## One orbital, two charges

How strongly is a 3p electron held in an ion of charge +4? Its size and its energy give different answers. In Br4+ the mean radius of 3p1/2 is that of a hydrogen-like ion with nuclear charge 22, while its energy suits a charge of only 13.

Atomic ions of charge +4, calculated with the B-spline radial atomic code, version 1, using all-electron four-component Dirac-Coulomb Hartree-Fock at the radial basis limit and a Fermi nucleus. Each ion is treated as spherical, with open shells averaged over the listed nl configuration.

```
species   Z  electrons      configuration  ε(3p1/2) (hartree)  <r>(3p1/2) (bohr)  <r²>(3p1/2) (bohr²)
    K4+  19         15       [Ne] 3s2 3p3            -2.93461             1.2452               1.7914
   Rb4+  37         33  [Ar] 3d10 4s2 4p3            -11.7243            0.50938              0.30283
   Cs4+  55         51  [Kr] 4d10 5s2 5p3            -41.8643            0.28779             0.096228
   Cl4+  17         13       [Ne] 3s2 3p1            -2.46634             1.4521               2.4243
   Br4+  35         31  [Ar] 3d10 4s2 4p1            -9.70026            0.55496              0.36009
    I4+  53         49  [Kr] 4d10 5s2 5p1            -37.0113            0.30302              0.10668
   Ar4+  18         14       [Ne] 3s2 3p2            -2.69827             1.3406               2.0714
   Kr4+  36         32  [Ar] 3d10 4s2 4p2            -10.6895            0.53124              0.32965
   Xe4+  54         50  [Kr] 4d10 5s2 5p2            -39.3975            0.29523              0.10127
```

Here ε(3p1/2) is the orbital energy, and <r> and <r²> are the mean radius and mean squared radius. The values come from relativistic Hartree-Fock theory without electron correlation. With rising Z the orbital shrinks and its energy falls throughout, but 3p plays three different parts. In Cl, Ar and K it is the open valence shell. In Br, Kr and Rb it is full, with 3d at nearly the same radius and 4s and 4p outside. In I, Xe and Cs it lies deep in the core.

## Force and energy

By Gauss's law, a spherical shell of charge exerts no force on an electron inside it. It does raise the potential there by a constant. Electrons inside 3p therefore weaken the pull and enlarge the orbital, whereas electrons outside it raise its energy and hardly alter its size.

For a hydrogen-like 3p orbital, in atomic units and without relativity,

$$\langle r\rangle=\frac{12.5}{Z_r},\qquad \varepsilon=-\frac{Z_E^2}{18}.$$

The first equation turns the radius into a charge $Z_r$, the second turns the energy into a charge $Z_E$. An offset $V_0$ reconciles them:

$$\varepsilon=-\frac{Z_r^2}{18}+V_0 .$$

This last line defines $V_0$ and predicts nothing by itself. The charges quoted below use the corresponding Dirac formulas. They are read from each row separately; only their slopes with Z are fitted, by a straight line through each set of three neighbours. The output after the text lists them.

$Z_r$ exceeds $Z_E$ in every row. For Br, Kr and Rb the same calculations offer a check: the mean inverse radius and the kinetic energy, estimated from the small component of the orbital, both give charges within about 2% of $Z_r$. The electron moves as if bound by the larger charge, and it is the energy that stands apart.

Helium shows the same split in its simplest form. In the one-parameter variational treatment each 1s electron screens the other by 5/16, so the size corresponds to a charge of about 1.7. The orbital energy contains the whole mutual repulsion and corresponds to only about 1.3. The comparison covers electrons sharing one shell; helium has neither a core to penetrate nor outer shells.

## From one element to the next

Within each set of three neighbours (Cl, Ar, K; Br, Kr, Rb; I, Xe, Cs), each step up in Z adds one proton and, at fixed charge, one electron. What matters is where the electron goes.

From Cl to K it enters 3p itself. $Z_r$ then rises by only 0.71 per proton, a net shortfall of about 0.3 of a charge, close to the screening in helium. Assigning all of it to the newcomer assumes that the neon core and 3s screen equally in the three ions, which the calculation doesn't test. From Br to Rb it enters 4p, and from I to Cs 5p. Both lie mostly outside 3p, and $Z_r$ rises by 0.98 and 1.00 per proton.

This allows an estimate of the radius in Kr4+ from Br4+ alone. Without relativity, Br4+ gives $Z_r=12.5/0.55496=22.52$. One unscreened proton makes it 23.52, hence <r> = 12.5/23.52 = 0.531 bohr, which agrees with the table. The Kr4+ radius does not enter this arithmetic, but the rule of one whole charge was suggested by the slope above, which includes Kr4+. The closeness is also helped by leaving out relativity: the non-relativistic slope is 1.008, the Dirac one 0.982. The same step from I4+ to Xe4+ gives 12.5/42.25 = 0.296 bohr against 0.295, a slight underestimate of the contraction, as relativity would lead us to expect.

The percentage contraction is largest for the valence orbital, over 7% per step, although its added proton is the most strongly screened. The reason is that $Z_r$ starts near 9 there, so even 0.7 of a charge is a large fraction. Near 40, a whole charge changes little.

The energy responds less simply. Between Br4+ and Kr4+ the extra proton alone would lower ε by about 2.5 hartree, and the new 4p electron can return at most 0.8. Yet the actual fall is only 1.0 hartree. The missing 0.7 or so must come from changes in the orbitals. The same runs show every shell contracting from Br4+ to Kr4+, 3p included; stronger repulsion from the electrons already there is the natural cause, though its size was not computed.

## Down a group: the irregular step

From Cl4+ to Br4+ the radius shrinks by a factor of 2.6, and from Br4+ to I4+ by only 1.8. The energy nevertheless grows by nearly the same factor, 3.9 and then 3.8. The radius behaves similarly in the other two groups, but their energy factors lie further apart: 4.0 and 3.7 from Ar4+, 4.0 and 3.6 from K4+.

Hydrogen-like scaling with $Z_r$ would have multiplied the energy by 6.8 in the first step and 3.3 in the second. The first step falls short because it fills the rest of 3p and adds ten 3d electrons, besides the new outer shell. Their repulsion raises ε far more than their screening expands the orbital. In Br, Kr and Rb the 4s and 4p electrons can supply at most about a fifth of $V_0$. Most of the remainder is plausibly due to the companions in the third shell, above all 3d, though the calculation doesn't divide it among them.

In the second step the third shell is already complete. Attraction to the nucleus grows roughly as the square of the charge, but repulsion between electrons of a given shell only as its first power. New outer electrons add to $V_0$, yet not enough to keep pace. The ratio $Z_E/Z_r$ therefore has its lowest values, about 0.59 to 0.60, in the middle three ions and recovers to 0.64 to 0.65 in the heaviest.

## Where the picture weakens

In Cl, Ar and K the inner screening $Z-Z_r$ is 8.4 to 9.0, less than the ten electrons of the neon core. The valence orbital penetrates that core, where the pull is stronger. A single charge plus a constant is then a poor potential, and $V_0$ shouldn't be read as outer repulsion alone.

In the six heavier ions $Z-Z_r$ stays at about 12.7 to 12.8, but that constancy leans on the relativistic correction. For Br, Kr and Rb the calculated 3p3/2 orbital is nearly 2% larger than 3p1/2; the Dirac formula at $Z_r$ gives about 0.5%. Relativity acts close to the nucleus, where the electron meets more than the average charge. The correction is thus probably too small, most seriously for I, Xe and Cs.

Comparisons down a group carry one more reservation. Closed p orbitals can be mixed among themselves without changing the total energy, so part of the change when 3p closes may be a matter of convention.

For a neighbouring ion, first ask where the added electron goes. Outside 3p, it leaves the contraction to a nearly unscreened proton; within 3p, the radius charge rises by only about 0.7. No step between neighbours here adds a 3d electron. Such an electron would lie close to 3p in radius and should screen it too: from K4+ to Br4+, where 3d fills, $Z_r$ gains on average only about 0.8 per proton.

In all three sets the energy deepens by fewer hartree than the hydrogen-like energy at $Z_r$ does. In proportion it lags behind from Cl to K, whereas from Br to Rb and from I to Cs $Z_E/Z_r$ rises slightly.

The analysis program printed:

```
ion ZE_nr Zr_nr | Dirac: ZE Zr Z-ZE Z-Zr ZE/Zr | Z-Zr_nr | rounding in Zr
Cl4+ 6.663 8.608 | 6.661 8.598 10.339 8.402 0.775 | 8.392 | 0.0003
Ar4+ 6.969 9.324 | 6.967 9.311 11.033 8.689 0.748 | 8.676 | 0.0003
K4+ 7.268 10.039 | 7.265 10.023 11.735 8.977 0.725 | 8.961 | 0.0004
Br4+ 13.214 22.524 | 13.198 22.345 21.802 12.655 0.591 | 12.476 | 0.0002
Kr4+ 13.871 23.530 | 13.853 23.326 22.147 12.674 0.594 | 12.470 | 0.0002
Rb4+ 14.527 24.540 | 14.507 24.308 22.493 12.692 0.597 | 12.460 | 0.0002
I4+ 25.811 41.251 | 25.696 40.176 27.304 12.824 0.640 | 11.749 | 0.0007
Xe4+ 26.630 42.340 | 26.504 41.179 27.496 12.821 0.644 | 11.660 | 0.0007
Cs4+ 27.451 43.434 | 27.313 42.184 27.687 12.816 0.647 | 11.566 | 0.0007
ion e_H(Zr)/Eh err% V0/Eh V0*r V0*r/(N-11) V0/|e_H| | r2/r^2 (H nr 1.152) | Slater sigma, r err%
Cl4+ -4.11 +67 1.64 2.39 1.19 0.400 | 1.1497 | 9.50 +14.7
Ar4+ -4.82 +79 2.12 2.85 0.95 0.440 | 1.1526 | 9.85 +14.3
K4+ -5.59 +90 2.65 3.30 0.83 0.475 | 1.1554 | 10.20 +13.9
Br4+ -27.93 +188 18.22 10.11 0.51 0.653 | 1.1692 | 11.25 -6.0
Kr4+ -30.45 +185 19.76 10.50 0.50 0.649 | 1.1681 | 11.25 -5.9
Rb4+ -33.09 +182 21.37 10.88 0.49 0.646 | 1.1671 | 11.25 -5.7
I4+ -91.68 +148 54.67 16.57 0.44 0.596 | 1.1618 | 11.25 -4.0
Xe4+ -96.43 +145 57.03 16.84 0.43 0.591 | 1.1619 | 11.25 -3.9
Cs4+ -101.31 +142 59.45 17.11 0.43 0.587 | 1.1618 | 11.25 -3.8
Cl4+-K4+: dZr/dZ 0.712 (nr 0.715, max res 0.0007) dZE/dZ 0.302
  steps e/Eh [-0.232 -0.236] V0/Eh [0.479 0.529] r % [-7.68 -7.12]
Br4+-Rb4+: dZr/dZ 0.982 (nr 1.008, max res 0.0006) dZE/dZ 0.654
  steps e/Eh [-0.989 -1.035] V0/Eh [1.535 1.606] r % [-4.27 -4.11]
I4+-Cs4+: dZr/dZ 1.004 (nr 1.092, max res 0.0005) dZE/dZ 0.808
  steps e/Eh [-2.386 -2.467] V0/Eh [2.361 2.416] r % [-2.57 -2.52]
down group of Cl4+: ratios Z [2.06 1.51] e [3.93 3.82] 1/r [2.62 1.83]
down group of Ar4+: ratios Z [2.  1.5] e [3.96 3.69] 1/r [2.52 1.8 ]
down group of K4+: ratios Z [1.95 1.49] e [4.   3.57] 1/r [2.44 1.77]
closed rows Z-Zr (Dirac): mean 12.75, range 0.17; nr range 0.91
Br4+: Z(1/r) 22.40 kinetic~26.8 Eh Z(kin) 21.97 split 0.266 Eh Z(so) 27.1
  4s4p bound 2.48 Eh = 14% of V0, rest 15.75 Eh; r3/2 vs r1/2 +1.75%, Dirac at Zr +0.50%
Kr4+: Z(1/r) 23.42 kinetic~29.3 Eh Z(kin) 22.95 split 0.307 Eh Z(so) 28.1
  4s4p bound 3.44 Eh = 17% of V0, rest 16.32 Eh; r3/2 vs r1/2 +1.83%, Dirac at Zr +0.55%
Rb4+: Z(1/r) 24.44 kinetic~31.8 Eh Z(kin) 23.93 split 0.354 Eh Z(so) 29.1
  4s4p bound 4.49 Eh = 21% of V0, rest 16.87 Eh; r3/2 vs r1/2 +1.91%, Dirac at Zr +0.60%
Br4+->Kr4+: proton -2.49 + 4p bound 0.76 = -1.73, actual -0.99, gap 0.74 Eh
Kr4+->Rb4+: proton -2.60 + 4p bound 0.81 = -1.79, actual -1.03, gap 0.76 Eh
Cl4+: -e 67.11 eV, split 0.195 eV Z(so) 11.0, dSCF 66.73, dSCF-ref -0.95 eV, n* (charge 5) 2.25
Ar4+: -e 73.42 eV, split 0.268 eV Z(so) 11.9, dSCF 72.82, dSCF-ref -2.02 eV, n* (charge 5) 2.15
K4+: -e 79.85 eV, split 0.358 eV Z(so) 12.8, dSCF 79.02, dSCF-ref -3.64 eV, n* (charge 5) 2.06
```
